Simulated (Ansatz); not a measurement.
Ta$_{2}$O$_{5}$: do energies and stresses tell the same story?

Computed with DFT PBEsol, scalar-relativistic, plane waves, PAW (Ansatz).

Plane waves to 420 eV, a k mesh through Γ of 10×10×6 on the computed 7-atom cell and Gaussian smearing (0.02 eV); no spin polarisation.

Relaxed cell: Pmmm, a = 3.670 Å, b = 3.859 Å, c = 6.433 Å, α = 90.00°, β = 90.00°, γ = 90.00°, 7 atoms in the primitive cell. Whether it is the stable form of this composition wasn't checked.

Energies at zero smearing and pressures from the stress tensor, at volumes with shape and atoms relaxed:
| V (Å³/atom) | E − E(first) (meV/atom) | P (GPa) |
| --- | --- | --- |
| 12.235 | 0.00 | 14.79 |
| 12.626 | -25.99 | 6.80 |
| 13.016 | -33.99 | 0.00 |
| 13.407 | -26.86 | -5.74 |
| 13.797 | -6.97 | -10.53 |

Check P = −dE/dV between neighbouring volumes, and get the bulk modulus from the pressures alone.

With 1 eV/Å³ = 160.2 GPa:
```
middle V (Å³/atom)  −ΔE/ΔV (GPa) mean P (GPa)
            12.430        10.664        10.794
            12.821         3.284         3.399
            13.211        -2.926        -2.870
            13.602        -8.164        -8.132
```

The two differ by 0.13 GPa at most. The mean of two end pressures misses the average over a step by about ΔV² P″/12, up to 0.10 GPa here; with that taken off 0.04 GPa remains, from the finite cutoff, the mesh or the relaxation's tolerance. Around V = 13.016 Å³/atom, the two neighbours give B = −V ΔP/ΔV = 13.016 × 12.54 / 0.781 = 209.0 GPa, against B0 = 206.6 GPa from the Birch–Murnaghan fit of the energies.

Spin–orbit coupling is left out, which can shift energies with elements as heavy as these.

Energies and stresses do tell the same story: the energy minimum coincides with zero pressure, and the two routes to the bulk modulus, 209.0 and 206.6 GPa, agree closely. The mean end pressure lies above the energy-derived value in every interval, as expected for a convex P(V) curve. The remaining gap in bulk modulus probably reflects in part the finite volume step, since a central difference also picks up higher-order curvature.

The curve steepens on compression because Pauli repulsion between the filled shells grows rapidly as the ions approach, whereas the bonding attraction weakens more gradually on expansion. The considerable stiffness fits strong, polar Ta–O bonds, in which O 2p states mix with the formally empty Ta 5d shell.

This agreement supports the numerical consistency of the equation of state, not the accuracy of the functional, whose errors enter energy and stress alike. Nor can the small cell show whether polyhedral tilts with a longer repeat would offer a softer route to compression.
